\textbf{Student:} Neighbouring PbS dots almost touch. A point-dipole rate should fail.

\textbf{Lecturer:} For S-like envelopes the transition polarisation is $\mathbf d\,F(\rho)$, with $F$ spherical and $\int F\,d^3\rho=1$. Its charge $-dF'\cos\theta$ is pure $l=1$, so outside the sphere the field is exactly that of a central dipole, screened by $f$. The acceptor likewise samples only the field at its centre. In SI units, with $r=2a+s$ centre to centre (radius $a$, ligand gap $s$),
\begin{equation}
k=\frac{2\pi}{\hbar}V^2J,\quad V=\frac{\kappa f_Df_Ad_Dd_A}{4\pi\epsilon_0\epsilon_mr^3},\quad f=\frac{3\epsilon_m}{\epsilon+2\epsilon_m}.
\end{equation}
$J$, per energy, is the overlap of unit-area line shapes; isotropic dots have $\langle\kappa^2\rangle=2/3$. The groups are $a/r$, $\epsilon_m/\epsilon$, $\Delta/\sigma$, $qr$ and $VJ$.

\textbf{Student:} The bulk static constant is 190 (compiled, Rakita 2019). Transfer should be dead.

\textbf{Lecturer:} The LO phonon, 213.7 cm$^{-1}$ or 26 meV (same source), cannot follow an exciton near 1 eV. I assume the bulk $\epsilon_\infty=17.2$ (compiled, Pishtshev 2010). A typical ligand $\epsilon_m=2.25$ gives $f=0.311$. At fixed dipoles $k\propto f^4/\epsilon_m^2$, which tends to $81\epsilon_m^2\epsilon^{-4}(1-8\epsilon_m/\epsilon)$ for small and $\frac{81}{16}\epsilon_m^{-2}(1-2\epsilon/\epsilon_m)$ for large $\epsilon_m$, peaking at $\epsilon/2=8.6$. Here the exact factor replacing the first bracket is 0.39, so keep the full form.

\textbf{Student:} And the dipoles?

\textbf{Lecturer:} Typical inputs: $a=2.0$ nm, $\hbar\omega=1.0$ eV, $\tau_r=2\ \mu$s in the same medium. Then $1/\tau_r=\sqrt{\epsilon_m}f^2d_D^2\omega^3/3\pi\epsilon_0\hbar c^3$ gives $fd_D=1.42$ D. Four L valleys and spin give $8\times8=64$ states; assuming equal donor populations, the acceptor sum is $d_A^2=64d_D^2$. Gaussians of standard deviation $\sigma$ offset by $\Delta$ give
\begin{equation}
J=\frac{e^{-\Delta^2/4\sigma^2}}{2\sqrt\pi\,\sigma},
\end{equation}
with correction $-\Delta^2/4\sigma^2$ for small $\Delta$, Gaussian decay for large $\Delta$, and a maximum at $\sigma=\Delta/\sqrt2$. Assumed $\sigma=40$, $\Delta=50$ meV yield $J=4.8$ eV$^{-1}$. For assumed gaps, short dithiol to oleate, the model gives

\begin{tabular}{lccc}
$s$ (nm) & 0.5 & 1.2 & 2.0\\
$V_{\rm rms}$ ($\mu$eV) & 40 & 26 & 17\\
$1/k$ (ns) & 14 & 32 & 76\\
$S^2$ (below) & 0.82 & 0.79 & 0.82
\end{tabular}

$VJ\le2\times10^{-4}$ justifies the golden rule, and $k\tau_r=(R_0/r)^6$ with $R_0=10$ nm.

\textbf{Student:} Quadrupling $s$ barely matters. Where is the sixth power?

\textbf{Lecturer:} In $r$. One has $k\propto1-3s/a$ for $s\ll a$ and $s^{-6}(1-12a/s)$ for $s\gg a$; the local exponent $-6s/(2a+s)$ is only $-2$ at 2.0 nm.

\textbf{Student:} I still distrust ``exact''.

\textbf{Lecturer:} Rightly: the spheres polarise each other. With $\beta=1-f$, one round trip gives $\delta V/V=\kappa^2\beta^2(a/r)^6+O((a/r)^8)$ for axial ($\kappa^2=4$) or transverse ($\kappa^2=1$) dipoles. At $s=0.5$ nm the axial leading term is 1.5\%; all induced multipoles make it 5\%. The other dots matter more. For volume fraction $\phi$ and $x=\phi\beta$, Clausius--Mossotti local fields $(1-x)^{-2}$ times $\epsilon_m/\epsilon_{\rm eff}=(1-x)/(1+2x)$ scale the long-range $V$ by
\begin{equation}
S=\frac{1}{(1-x)(1+2x)}\approx1-x .
\end{equation}
The table uses fcc packing; for nearest neighbours $S^2$ only gauges the neglected effect.

\textbf{Student:} Where does the mechanism end?

\textbf{Lecturer:} At short range, carrier tunnelling $k_0e^{-\gamma s}$, with typical $\gamma=11$ nm$^{-1}$ and assumed $k_0=10^{13}$ s$^{-1}$, wins below $s=1.1$ nm; a decade in $k_0$ shifts this by 0.2 nm. The first column is therefore not the dominant channel. At long range, retardation multiplies $k$ by $1+(qr)^2/3+(qr)^4/3$, $q=\sqrt{\epsilon_m}\,\omega/c$: $7\times10^{-4}$ extra at 6 nm, doubling at $qr=1.14$, or 150 nm, beyond which the $r^{-2}$ term, reabsorption of light, takes over.

\textbf{Student:} And many acceptors?

\textbf{Lecturer:} With $C=kr^6$ and collective screening ignored, a plane of areal density $N$ at distance $h$ and a slab of density $n$ from $h$ to $h+L$ give
\begin{equation}
\int_0^\infty\!\frac{2\pi NC\rho\,d\rho}{(h^2+\rho^2)^3}=\frac{\pi NC}{2h^4},\qquad
k_{\rm slab}=\frac{\pi nC}{6}\left[\frac1{h^3}-\frac1{(h+L)^3}\right].
\end{equation}
The slab tends to $\frac{\pi nLC}{2h^4}(1-2L/h)$ for $L\ll h$ and $\frac{\pi nC}{6h^3}(1-h^3/L^3)$ for $L\gg h$, crossing near $L\sim h$. For a hexagonal monolayer of pitch $b$, $N=2/\sqrt3b^2$, the plane law meets the single-pair law at $h=0.74b$; for $b=6$ nm it equals $1/\tau_r$ at 16 nm.

\textbf{Student:} Twelve neighbours at 76 ns make 6 ns. Realistic?

\textbf{Lecturer:} That is the model's figure. Typical transfer times in oleate-capped PbS films are tens to hundreds of nanoseconds, so it is roughly an order of magnitude too fast. Size dispersion puts many neighbours uphill, and valley splitting spreads the 64 states beyond one Gaussian.